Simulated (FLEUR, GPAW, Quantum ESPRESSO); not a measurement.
# Spin moment and magnetic energies of ferromagnetic CrO₂ with LDA, PBEsol and PBE in three programs

The spin moment of rutile-type CrO₂ is calculated with LDA, PBEsol and PBE in plane-wave and all-electron programs, together with two magnetic energies per Cr atom. One is the energy gained by the parallel order over the state without spin polarisation; the other is the cost of turning the parallel order into one opposed order. The question is how far these quantities depend on the functional and how far on the program. CrO₂ is a ferromagnetic metal used in magnetic recording and studied as a source of spin-polarised current. For the second use it matters whether only one spin direction conducts, and the net moment gives an indirect sign of that.

## Systems and settings

One crystal, CrO2 (rutile-type, P4_2/mnm), 6 atom(s) a primitive cell, from measured cells of the Crystallography Open Database; the same crystal and atoms in all runs, the cell doubled where an order needs it. GPAW 26.7.0, plane waves with GPAW's PAW setups, cutoff 700 eV. Quantum ESPRESSO 7.5, plane waves with GBRV 1.5 LDA or GBRV 1.5 PBE or GBRV 1.5 PBEsol pseudopotentials, cutoff 544 eV. FLEUR MaX-R8.1, all-electron LAPW with Kmax 4.4 1/bohr. Fermi-Dirac smearing and k mesh are listed by row. Collinear spins, no spin-orbit coupling; moments start on Cr. The opposed order is +- (q in fractions of the primitive reciprocal vectors, signs in the order of the magnetic atoms); it reverses 0 of 2 magnetic neighbours at 2.92 Å and 8 of 8 magnetic neighbours at 3.45 Å. The same in all rows: Hubbard U (eV; U - J where no J is given): none.

Notes on method and selection:

- Each state is what a run reaches from typed starting moments; only a few collinear orders were started, so the lowest found need not be the ground state. Spin-orbit coupling is left out of these energies, which are free energies at the smearing width. A magnetic atom is one that was given a starting moment.
- Site moments count the spin inside each program's own atomic sphere, so they depend somewhat on its radius and leave out the spin between the spheres.
- Each row compares the parallel order with the same single opposed order; no other opposed order was run.
- Meshes and smearing differ between rows, and the energy differences are not corrected to zero smearing; the effect is largest in the Quantum ESPRESSO row with PBE, which has the widest smearing (0.14 eV).
- Quantum ESPRESSO sets the radius of an element's spheres to about 0.41 of its shortest distance to a neighbour.
- Runs that did not converge, have known faults or may not be shown are not listed, and runs on Ansatz's PAW sets soft_1 and soft_2 are kept to separate tables.

Columns:

- magnetic energy gain (meV): energy of the run without spin polarisation less that of the parallel start, per magnetic atom (positive: magnetism is favoured), rows without U only.
- moment, opposed (μB): largest site spin moment of the opposed order.
- smearing, mesh: smearing width (eV) and k mesh of the primitive cell.
- net moment (μB): net spin moment from the parallel start, per magnetic atom.
- site moment (μB): largest site spin moment from the parallel start.
- E(opposed) - E(parallel) (meV): energy of the opposed order less that of the parallel order, per magnetic atom (positive: parallel is favoured).

## Data

| member | magnetic energy gain (meV) | moment, opposed (μB) | smearing, mesh | net moment (μB) | site moment (μB) | E(opposed) - E(parallel) (meV) |
| --- | --- | --- | --- | --- | --- | --- |
| QE, PBE | 531 | 1.50 | 0.14, 8×8×8 | ? | ? | ? |
| QE, LDA | 395 | 1.41 | 0.05, 6×6×6 | 2.0000 | 1.694 | 141.2 |
| GPAW, LDA | 417 | 1.66 | 0.02, 8×8×8 | 2.0000 | 1.996 | 136.9 |
| QE, PBEsol | 550 | 1.48 | 0.05, 6×6×6 | 2.0000 | 1.728 | 168.6 |
| FLEUR, PBEsol | 536 | 1.72 | 0.05, 8×8×8 | 2.0000 | 2.036 | 158.5 |

Cells marked ? are withheld until the estimate has been made.

## Interpretation

The net moment is 2.0000 μB per Cr in all four rows that show it, with either functional and in each program. Cr⁴⁺ has two d electrons, and in the parallel order both occupy majority-spin t₂g bands, which cross the Fermi level. If the minority spin has a gap there, it holds a whole number of electrons per cell, and the net moment is then a whole number too. A modest change in exchange splitting moves the bands but not this count.

The site moment has no such protection. With LDA it is 1.694 μB in Quantum ESPRESSO and 1.996 μB in GPAW, a difference of 1.996 − 1.694 = 0.302 μB, whereas going from LDA to PBEsol within Quantum ESPRESSO adds only 1.728 − 1.694 = 0.034 μB. The large difference is most likely one of sphere size, since the net moments agree. In FLEUR the Cr site holds 2.036 μB, more than the net moment, so oxygen and the space between the spheres together carry 2.0000 − 2.036 = −0.036 μB per Cr.

For the energies the order of importance is reversed. From LDA to PBEsol in Quantum ESPRESSO, at equal mesh and smearing, the magnetic energy gain rises by 550 − 395 = 155 meV. Between programs it differs by 22 meV with LDA and 14 meV with PBEsol, differences of mesh and, for LDA, smearing included. Gradient corrections generally favour spin polarisation, which accounts for the sign of the rise. The parallel order is favoured in every row that shows the comparison, by 136.9 to 168.6 meV.

The gain of 531 meV with PBE does not rank that functional below PBEsol: electronic entropy at the wide smearing lowers the non-magnetic state more than the parallel one and so reduces the gain.

## Estimating the withheld member

Plain estimates from the members shown:

- QE, PBE, mean of the 4 members shown: 2.0000 μB, standard deviation 0

The mean of the shown members, 2.0000 μB, is the right starting point because the moment is fixed by electron counting. Its zero scatter is no error bar for the PBE row, however, whose smearing of 0.14 eV can move majority electrons from near the Fermi level into the minority bands above the gap.

Let Δ be the distance from the Fermi level to the minority conduction bands, w the smearing width and g their density of states, taken as roughly 1 state per eV and Cr. Each electron transferred lowers the moment by 2 μB, so the loss is about 2gw·exp(−Δ/w). The PBEsol row of Quantum ESPRESSO, with w = 0.05 eV, shows no loss above 0.00005 μB. This requires Δ ≥ 0.05 × ln(2 × 0.05 / 0.00005) = 0.38 eV. At 0.14 eV the loss is then at most 2 × 0.14 × exp(−0.38 / 0.14) = 0.019 μB, if PBE has a similar gap.

For an upper end, an exchange splitting of roughly 1 eV per μB gives about 2 eV, of which the filled part of the majority bands takes up perhaps half, leaving Δ near 1 eV. Averaging the loss evenly over Δ from 0.38 to 1 eV gives 0.019 × 0.14 / 0.62 = 0.004 μB, with a standard deviation of 0.005 μB. The estimate is 2.000 − 0.004 = 1.996 μB. For the GPAW row, at 0.02 eV, the same formula gives a negligible loss, in keeping with its 2.0000 μB.

**Committed estimate, QE, PBE: net moment = 1.996 ± 0.005 μB.**

## Outcome

| member | magnetic energy gain (meV) | moment, opposed (μB) | smearing, mesh | net moment (μB) | site moment (μB) | E(opposed) - E(parallel) (meV) |
| --- | --- | --- | --- | --- | --- | --- |
| QE, PBE | 531 | 1.50 | 0.14, 8×8×8 | 1.9990 | 1.736 | 142.7 |

| member | estimate | net moment (μB) | computed | estimate − computed | miss in error bars |
| --- | --- | --- | --- | --- | --- |
| QE, PBE | committed | 1.9960 | 1.9990 | −0.0030 | 0.6 |
| QE, PBE | mean | 2.0000 | 1.9990 | +0.0010 |  |

The estimate of 1.996 ± 0.005 μB lies 0.0030 μB below the computed 1.9990 μB, which is 0.6 of its error bar. The plain mean, 2.0000 μB, missed by only 0.0010 μB and did better.

The sign of the correction was right: the row with the widest smearing is the only one whose moment falls below 2.0000 μB. Its size was too large, because the average over Δ gave much weight to small distances between the Fermi level and the minority conduction bands. Put into the same formula, the computed loss gives Δ = 0.14 × ln(2 × 0.14 / 0.0010) = 0.79 eV, inside the assumed range of 0.38 to 1 eV. This is only a rough effective distance, since the density of states was assumed and the formula leaves out holes in the minority valence bands, which would raise the moment.

A whole-number moment slightly softened by smearing fits a minority gap at the Fermi level. The PBE row differs from the others in functional as well, so smearing is the likely cause of the small loss, not an isolated one.

## Departures from the trend

In the site moments the three Quantum ESPRESSO rows stand apart, at 1.694 to 1.736 μB against 1.996 μB in GPAW and 2.036 μB in FLEUR. The opposed order shows the same division, with 1.41 to 1.50 μB against 1.66 and 1.72 μB. Smaller counting spheres in Quantum ESPRESSO have the right sign to explain this, and the nearly equal net moments speak against a real difference in magnetisation.

In the magnetic energy gain the two LDA rows are lowest, at 395 and 417 meV against 531 to 550 meV with the gradient-corrected functionals. Here the functional is the likeliest reason, as the division runs across programs.

In the cost of the opposed order the PBE row, at 142.7 meV, lies close to the LDA rows and 25.9 meV below PBEsol in the same program. Electronic entropy at 0.14 eV lowers the opposed state more than the parallel one and so acts in this direction. How much of the difference it accounts for, and how much belongs to the functional, would show in a PBE run at 0.05 eV.

## Conclusions and limits

For this measured cell, without U, the net moment is 2.000 μB per Cr to within 0.001 μB in all five rows. Another run with one of these functionals and smearing up to 0.05 eV can be expected to give the same value. The energies are less certain: at the same functional, a change of program and settings moves the cost of the opposed order by 141.2 − 136.9 = 4.3 meV with LDA and 168.6 − 158.5 = 10.1 meV with PBEsol, and the energy gain by 22 and 14 meV.

In practical units, with roughly 5.6 A m² per mole for each μB and roughly 0.084 kg per mole of CrO₂, the spin moment corresponds to a saturation magnetisation of about 2.0 × 5.6 / 0.084 = 133 A m²/kg.

Two omitted effects exceed the spread of the net moment. Spin-orbit coupling adds an orbital moment opposed to the spin, of the order of a few hundredths of a μB per Cr. Thermal disorder of the spins lowers the magnetisation at room temperature by several tenths of a μB per Cr.
